# The first-order effective QED Hamiltonian from the two-time Green function

A photon exchanged between bound electrons carries an energy, and a self-energy operator depends on the energy of the electron line. Between two states of different unperturbed energy it is not obvious which energy to insert. The two-time Green function method of Shabaev fixes the choice. Stop at each **Predict** and commit to an answer before reading on.

## 1. Premises and conventions

SI units are used. The symbols $E,\omega,p,\varepsilon,\mu$ all denote energies, and $\alpha=e^2/(4\pi\epsilon_0\hbar c)$.

1. **Furry picture.** The orbitals solve $h_D\psi_n=\varepsilon_n\psi_n$, $h_D=c\,\boldsymbol\alpha\cdot\mathbf p+\beta mc^2+V(\mathbf r)$, with $V$ local and the nucleus infinitely heavy. The vacuum energy is zero.
2. **Model space.** It is spanned by $s$ determinants $|i\rangle$ of $N$ positive-energy orbitals, with energies $E_i$ equal to sums of orbital energies. The $E_i$ need not be equal.
3. **Feynman rules.** The electron propagator is $\sum_n|n\rangle\langle n|/[p-\varepsilon_n(1-i0)]$, each free energy integration carries $i/2\pi$, and in the Feynman gauge a photon line with its two vertices gives
$$I(\omega)=\frac{e^2}{4\pi\epsilon_0}(1-\boldsymbol\alpha_1\cdot\boldsymbol\alpha_2)\frac{\exp\!\big[i\sqrt{\omega^2-\mu^2+i0}\;r_{12}/\hbar c\big]}{r_{12}},\tag{1}$$
with the root in the upper half-plane. $I$ is even in $\omega$.
4. **Photon mass.** The rest energy $\mu$ is first taken so large that every threshold for emitting a photon lies above the model levels. The result is continued to $\mu\to0$ at the end.

In $\langle ab|I|cd\rangle$ electron 1 goes $c\to a$ and electron 2 goes $d\to b$.

## 2. Poles of the Green function

Let $A_k^\dagger(t)$ be the product of Heisenberg field operators projected on the orbitals of $|k\rangle$, all at one time. Define
$$g_{ik}(E)=\frac1{i\hbar}\int_{-\infty}^{\infty}dt\,e^{iEt/\hbar}\langle0|TA_i(t)A_k^\dagger(0)|0\rangle .$$
For $t>0$ insert the exact states $|n\rangle$ and use $\int_0^\infty e^{i(E-\mathcal E_n+i0)t/\hbar}dt=i\hbar/(E-\mathcal E_n)$. With $(\varphi_n)_i=\langle0|A_i(0)|n\rangle$,
$$g(E)=\sum_{n=1}^{s}\frac{\varphi_n\varphi_n^\dagger}{E-\mathcal E_n}+\text{rest}.\tag{2}$$
The $s$ levels shown grow out of the model space. The rest holds the other levels, the photon continua, and the $t<0$ part, which is singular only at negative $E$ of order $-Nmc^2$. By premise 4 a counterclockwise contour $\Gamma$ can enclose these $s$ poles and nothing else. Define
$$P=\frac1{2\pi i}\oint_\Gamma g\,dE=\Phi\Phi^\dagger,\qquad K=\frac1{2\pi i}\oint_\Gamma E\,g\,dE=\Phi\,\mathcal E\,\Phi^\dagger,$$
where $\Phi$ has columns $\varphi_n$ and $\mathcal E=\mathrm{diag}(\mathcal E_n)$.

**Predict.** The $\varphi_n$ are projections of exact states and are not orthonormal. Which combination of $K$ and $P$ is Hermitian and has the eigenvalues $\mathcal E_n$?

At zeroth order $\Phi$ is unitary, so in perturbation theory it is invertible and $P$ is positive definite. The matrix $U=P^{-1/2}\Phi$ obeys $UU^\dagger=P^{-1/2}PP^{-1/2}=1$. Hence
$$H=P^{-1/2}KP^{-1/2}=U\mathcal E U^\dagger \tag{3}$$
is Hermitian with the exact levels as eigenvalues. The product $KP^{-1}=\Phi\mathcal E\Phi^{-1}$ has the same spectrum but is not Hermitian.

## 3. The first-order rule

At zeroth order $g^{(0)}_{ik}=\delta_{ik}/(E-E_i)$, so $P^{(0)}=1$ and $K^{(0)}=H^{(0)}=\mathrm{diag}(E_i)$. With $P^{-1/2}=1-\tfrac12P^{(1)}+\dots$, Eq. (3) gives
$$H^{(1)}_{ik}=K^{(1)}_{ik}-\tfrac12(E_i+E_k)P^{(1)}_{ik}.\tag{4}$$
Suppose, as Sections 4 and 5 will show, that
$$g^{(1)}_{ik}(E)=\frac{F_{ik}(E)}{(E-E_i)(E-E_k)}\tag{5}$$
with $F_{ik}$ analytic inside $\Gamma$.

**Predict.** Take the two residues for $E_i\ne E_k$. Does the denominator $E_i-E_k$ survive in Eq. (4)?

The residues give
$$P^{(1)}_{ik}=\frac{F_{ik}(E_i)-F_{ik}(E_k)}{E_i-E_k},\qquad K^{(1)}_{ik}=\frac{E_iF_{ik}(E_i)-E_kF_{ik}(E_k)}{E_i-E_k}.$$
In Eq. (4) the numerator coefficient of $F_{ik}(E_i)$ is $E_i-\tfrac12(E_i+E_k)=\tfrac12(E_i-E_k)$, and that of $F_{ik}(E_k)$ is $-E_k+\tfrac12(E_i+E_k)=\tfrac12(E_i-E_k)$. The denominator cancels:
$$H^{(1)}_{ik}=\tfrac12\big[F_{ik}(E_i)+F_{ik}(E_k)\big].\tag{6}$$
For $E_i=E_k$ the double pole gives $P^{(1)}=F'$ and $K^{(1)}=F+E_iF'$, so $H^{(1)}=F_{ik}(E_i)$, the limit of Eq. (6).

**Spectators.** An electron in orbital $v$ that takes no part in a diagram multiplies the time-domain function by $\theta(t)e^{-i\varepsilon_vt/\hbar}$. The exponential shifts $E\to E-\varepsilon_v$. The step function removes the $t<0$ part, which had no singularity inside $\Gamma$. It is therefore enough to treat one active electron or two.

## 4. One-electron terms

The Dyson equation to first order gives $g^{(1)}_{ik}=\langle i|\Sigma(E)|k\rangle/[(E-\varepsilon_i)(E-\varepsilon_k)]$ for orbitals $i,k$, with
$$\langle i|\Sigma(E)|k\rangle=\frac{i}{2\pi}\int d\omega\sum_n\frac{\langle in|I(\omega)|nk\rangle}{E-\omega-\varepsilon_n(1-i0)}-\langle i|\beta\,\delta m\,c^2|k\rangle .$$
The sum covers both signs of $\varepsilon_n$, and $\delta m$ is the mass counterterm. The cuts of $\Sigma$ start at $\varepsilon_n+\mu$ for positive-energy $n$ and below $-mc^2$, both outside $\Gamma$. Equation (6) yields
$$h^{\rm SE}_{ik}=\tfrac12\langle i|\Sigma(\varepsilon_i)+\Sigma(\varepsilon_k)|k\rangle .\tag{7}$$

**Predict.** After mass renormalization $\Sigma(E)$ keeps an ultraviolet-divergent term $B\,(E-h_D)$. What does Eq. (7) do with it?

Its element is $\tfrac12B\langle i|(\varepsilon_i-h_D)+(\varepsilon_k-h_D)|k\rangle=0$, since the first operator annihilates $\langle i|$ and the second $|k\rangle$. Equation (7) is finite.

The closed electron loop attached to the line gives a local potential $U_{\rm VP}$, independent of $E$ and finite after charge renormalization, so $h^{\rm VP}_{ik}=\langle i|U_{\rm VP}|k\rangle$. If $V$ contains a screening part $V_{\rm scr}$, the counterterm $-V_{\rm scr}$ enters in the same way.

## 5. One-photon exchange

Take $E_i=\varepsilon_a+\varepsilon_b$, $E_k=\varepsilon_c+\varepsilon_d$. Equal times at each end mean that the relative energies are integrated out. For the direct diagram, with $I\equiv\langle ab|I|cd\rangle$,
$$g^{(1)}=\Big(\frac{i}{2\pi}\Big)^2\!\iint\frac{dp'\,dp\;I(p'-p)}{(p'-\varepsilon_a+i0)(E-p'-\varepsilon_b+i0)(p-\varepsilon_c+i0)(E-p-\varepsilon_d+i0)} .$$
The normalization can be tested: closing the contour upward, $\frac{i}{2\pi}\int dp'\,[(p'-\varepsilon_a+i0)(E-p'-\varepsilon_b+i0)]^{-1}=1/(E-E_i)$, so a constant $I$ gives $I/[(E-E_i)(E-E_k)]$, as in ordinary perturbation theory. Now use
$$\frac1{(p'-\varepsilon_a+i0)(E-p'-\varepsilon_b+i0)}=\frac1{E-E_i}\Big[\frac1{p'-\varepsilon_a+i0}+\frac1{E-p'-\varepsilon_b+i0}\Big]$$
and its partner in $p$. This is the form (5), with $F$ equal to $(i/2\pi)^2$ times the double integral of $I$ and the two brackets.

**Predict.** What does the $p'$ bracket become at $E=E_i$?

It becomes $1/(x+i0)+1/(-x+i0)=-2\pi i\,\delta(x)$ with $x=p'-\varepsilon_a$, and the factor $i/2\pi$ turns it into $\delta(x)$. Set $\Delta_1=\varepsilon_a-\varepsilon_c$, $\Delta_2=\varepsilon_b-\varepsilon_d$, $\omega=p'-p$. At $E=E_i$, $p=\varepsilon_a-\omega$. At $E=E_k$ the other bracket fixes $p=\varepsilon_c$, so $p'=\varepsilon_c+\omega$. Then
$$F(E_i)=\frac{i}{2\pi}\int d\omega\,I(\omega)\Big[\frac1{\Delta_1-\omega+i0}+\frac1{\omega+\Delta_2+i0}\Big],$$
$$F(E_k)=\frac{i}{2\pi}\int d\omega\,I(\omega)\Big[\frac1{\omega-\Delta_1+i0}+\frac1{-\omega-\Delta_2+i0}\Big].$$

**Predict.** Neither integral collapses unless $\Delta_1+\Delta_2=0$. What happens in their average?

The first terms of the two lines add to $-2\pi i\,\delta(\omega-\Delta_1)$, the second terms to $-2\pi i\,\delta(\omega+\Delta_2)$. The principal-value parts cancel, and evenness of $I$ gives
$$h^{\rm int}_{ab,cd}=\tfrac12\langle ab|I(\varepsilon_a-\varepsilon_c)+I(\varepsilon_b-\varepsilon_d)|cd\rangle .\tag{8}$$

The analyticity of $F$ remains to be shown. The Fourier representation of Eq. (1) is a superposition of kernels $2q/(\omega^2-q^2+i0)$ with $q=\sqrt{(\hbar ck)^2+\mu^2}$. For one such kernel the residues give
$$F(E)=\frac1{E-\varepsilon_a-\varepsilon_d-q}+\frac1{E-\varepsilon_b-\varepsilon_c-q},$$
the two time orderings of emission and absorption. Since $q\ge\mu$, the singularities lie above $\Gamma$. The average of $F(E_i)$ and $F(E_k)$ is $q/(\Delta_1^2-q^2)+q/(\Delta_2^2-q^2)$, which is Eq. (8) again.

The exchange diagram follows from $a\leftrightarrow b$ with a minus sign and carries the energies $\varepsilon_b-\varepsilon_c$ and $\varepsilon_a-\varepsilon_d$. Second quantization supplies this automatically:
$$H=\sum_{ik}\big(\varepsilon_i\delta_{ik}+h^{\rm SE}_{ik}+h^{\rm VP}_{ik}\big)a_i^\dagger a_k+\tfrac12\sum_{abcd}h^{\rm int}_{ab,cd}\,a_a^\dagger a_b^\dagger a_da_c ,\tag{9}$$
acting in the model space, with positive-energy orbitals only.

## 6. Removing the photon mass

While $|\Delta_{1,2}|<\mu$ the exponential in Eq. (1) is real and decaying. Interchanging bra and ket flips the signs of $\Delta_{1,2}$, so Eq. (8) is Hermitian, as Eq. (3) demands.

**Predict.** Is it still Hermitian at $\mu=0$?

No. The kernel becomes $[\cos(\omega r_{12}/\hbar c)+i\sin(|\omega|r_{12}/\hbar c)]/r_{12}$, and $\Sigma(\varepsilon_i)$ acquires an anti-Hermitian part once $\varepsilon_i$ lies above a threshold. These parts describe radiative decay. The term in $\Sigma$ for a decay into an occupied orbital is cancelled by the sine part of the exchange with that orbital, as the Pauli principle requires. The first-order level positions come from the Hermitian part: the cosine kernel in Eq. (8) and the Hermitian part of $\Sigma$ in Eq. (7). This is meant from here on.

## 7. Gauge dependence

The Coulomb-gauge kernel is
$$I_C=\frac{e^2}{4\pi\epsilon_0}\Big[\frac{1-\boldsymbol\alpha_1\cdot\boldsymbol\alpha_2\cos\kappa r_{12}}{r_{12}}+(\boldsymbol\alpha_1\cdot\nabla_1)(\boldsymbol\alpha_2\cdot\nabla_2)\frac{\cos\kappa r_{12}-1}{\kappa^2r_{12}}\Big],\quad\kappa=\frac{\omega}{\hbar c},$$
which tends to the Coulomb plus Breit operator as $\omega\to0$. For local $V$, $\hbar c\,\boldsymbol\alpha\cdot\nabla f=i[h_D,f]$, so the two gradients give $(i\Delta_1)(i\Delta_2)/(\hbar c)^2$. With $f(\omega)=(e^2/4\pi\epsilon_0)(1-\cos\kappa r_{12})/r_{12}$, the element of $I_C-I$ is that of $f(\omega)(1+\Delta_1\Delta_2/\omega^2)$. Inserting $\omega=\Delta_1$ and $\omega=\Delta_2$ and averaging,
$$h^{\rm int}_C-h^{\rm int}_F=(E_i-E_k)X_{ik},\qquad X_{ik}=\tfrac12\Big\langle ab\Big|\frac{f(\Delta_1)}{\Delta_1}+\frac{f(\Delta_2)}{\Delta_2}\Big|cd\Big\rangle.\tag{10}$$

**Predict.** At which order can this difference move an eigenvalue?

$X$ is anti-Hermitian, because $1/\Delta$ changes sign under interchange of bra and ket, and Eq. (10) is the element of $[H^{(0)},X]$. Since $e^{-X}(H^{(0)}+H^{(1)})e^{X}=H^{(0)}+H^{(1)}+[H^{(0)},X]+O(\alpha^2)$, the difference is a unitary rotation up to order $\alpha^2$.

## 8. Range of validity

- Equation (9) is the complete order-$\alpha$ term of Eq. (3), to all orders in $\alpha Z$, for local $V$ and a fixed nucleus. Its eigenvalues are correct through order $\alpha$. Recoil, of order $m/M$, is added separately.
- Elements between states of equal $E_i$ are fixed by the physics. Those with $E_i\neq E_k$ depend on the gauge and on the choice of $P^{-1/2}$ in Eq. (3).
- Diagonalization generates part of order $\alpha^2$. The missing part $H^{(2)}$ contains states outside the model space, negative-energy intermediate states, overlapping and crossed photons, further screened self-energy and vacuum-polarization terms, and two-loop terms. It cancels the effect of Eq. (10).
- The contour argument needs a finite set of isolated levels. Using Eq. (9) on all positive-energy determinants, as in large configuration-interaction work, extends the formula beyond what is proved here.
- The widths must be small compared with the spacings of interest.

## 9. Illustration: $2p_{3/2}-2p_{1/2}$ in boron-like W$^{69+}$

**Zeroth order.** Take a point-Coulomb $V$ with $Z=74$, so $\alpha Z=0.540$, and $\gamma=\sqrt{1-(\alpha Z)^2}$. Then $\varepsilon_{2s}=\varepsilon_{2p_{1/2}}=mc^2\sqrt{(1+\gamma)/2}$ and $\varepsilon_{2p_{3/2}}=mc^2\sqrt{1-(\alpha Z)^2/4}$, which differ by $\Delta_0=1666$ eV. The model space holds the odd-parity states $1s^22s^22p$ and $1s^22p^3$.

**Radiative terms.** Write $h^{\rm SE}_{ii}=(\alpha/\pi)(\alpha Z)^4mc^2F_i/8=12.6\ {\rm eV}\times F_i$ and take the approximate inputs $F=0.14$ for $2p_{1/2}$ and $0.25$ for $2p_{3/2}$. The shifts are $1.8$ and $3.2$ eV, and the interval grows by $1.4$ eV. Approximate $U_{\rm VP}$ by the Uehling potential,
$$U=-\frac{2\alpha}{3\pi}\frac{Ze^2}{4\pi\epsilon_0r}\int_1^\infty dt\,\frac{\sqrt{t^2-1}}{t^2}\Big(1+\frac1{2t^2}\Big)e^{-2tmcr/\hbar}.$$
Averaged over Dirac–Coulomb orbitals it lowers $2p_{1/2}$ by $0.5$ eV and widens the interval by $0.4$ eV. The radiative sum is $+1.8$ eV.

**Predict.** The pair $2s^2$ ($J=0$) can scatter into $2p_{1/2}^2$ or $(2p_{3/2}^2)_{J=0}$. Which channels are open for each level, and what are $\Delta_1,\Delta_2$?

For the Coulomb part, the element between $J=0$ pairs $j^2$ and $j'^2$ has magnitude $\sqrt{(2j+1)(2j'+1)}\,w^2R^1$, where $w$ is the $3j$ symbol with columns $(j,\tfrac12),(1,0),(j',-\tfrac12)$ and $w^2=1/6$ in both cases. Estimate the dipole radial integral with nonrelativistic hydrogenic orbitals. In $x=Zr/a_0$ the overlap density is $\rho=x^3(2-x)e^{-x}/(8\sqrt3)$, and $\iint\rho\rho\,x_</x_>^2=45/512$, so $R^1=\tfrac{45}{512}ZE_h=0.18$ keV with $E_h$ the Hartree energy. Relativistic and magnetic corrections have relative size $(\alpha Z)^2=0.29$, so the shifts below carry one figure.

- $J=3/2$, partner $2p_{1/2}^22p_{3/2}$: $\Delta_1=\Delta_2=0$ and $V=R^1/3=59$ eV. The states are degenerate at zeroth order, so this mixing belongs to order $\alpha$ and is gauge independent. With an approximate input $D=0.5$ keV for the difference of the diagonal elements, the lower root moves by $D/2-\sqrt{D^2/4+V^2}=-7$ eV.
- $J=1/2$: $2p_{1/2}^2$ is Pauli blocked. The partner $2p_{1/2}(2p_{3/2}^2)_0$ has $\Delta_1=\Delta_2=-\Delta_0$, $V=\sqrt2R^1/3=83$ eV and gap $2\Delta_0=3.3$ keV. The shift is $-V^2/2\Delta_0=-2$ eV.
- $J=3/2$, partner $2p_{3/2}^3$: one of the two $\pm m$ pairs is blocked, so $V$ drops by $\sqrt2$ to $59$ eV, and the shift is $-1$ eV.

The last two entries widen the interval by $1$ eV.

**Predict.** These two elements connect states of unequal energy. Is their gauge dependence comparable with the radiative sum?

For $\Delta_1=\Delta_2=-\Delta_0$, Eq. (10) gives $2f(\Delta_0)\approx(e^2/4\pi\epsilon_0)\kappa^2r_{12}$, with $\kappa=\Delta_0/\hbar c=8.44\times10^{9}$ m$^{-1}$ and $\kappa a_0/Z=6.04\times10^{-3}$. The dipole component of $r_{12}$ is $r_<^3/(5r_>^2)-r_<$, whose integral with $\rho\rho$ is $-837/256$. The angular factor is that of $V$, so
$$\frac{\delta V}{V}=\Big(\frac{\kappa a_0}{Z}\Big)^2\frac{-837/256}{45/512}=-37.2\Big(\frac{\kappa a_0}{Z}\Big)^2=-1.4\times10^{-3}.$$
The $83$ eV element changes by $-0.1$ eV. The $1$ eV widening is quadratic in $V$, so the interval changes by $2(\delta V/V)(1\ {\rm eV})=-3$ meV on going from the Feynman to the Coulomb gauge. This is far below the $1.8$ eV radiative sum.

**What was left out.** The diagonal elements of Eq. (8) between the $2p$ electron and the $1s^22s^2$ core are the largest first-order term. Replacing $Z$ by $Z-\sigma$ in $\Delta_0$, with a typical screening constant $\sigma\approx2.3$ as input, sizes them at $-0.2$ keV. The relative uncertainty $(\alpha Z)^2$ of the $-7$ eV shift is about $2$ eV, as large as the radiative sum. Finite nuclear size typically narrows the interval by a few tenths of an eV and lifts $2s$ above $2p_{1/2}$ by a few eV, turning the exact degeneracy into a quasi-degeneracy that Eq. (8) covers.

The terms evaluated add to $1666+1.8-7+1$ eV, or $1.66$ keV. This is the model's partial sum, not the ion's interval. The interval is typically about $1.5$ keV, so the sum lies roughly $0.2$ keV high for want of the core term, while the ambiguity of the off-diagonal exchange kernel stays at a few meV.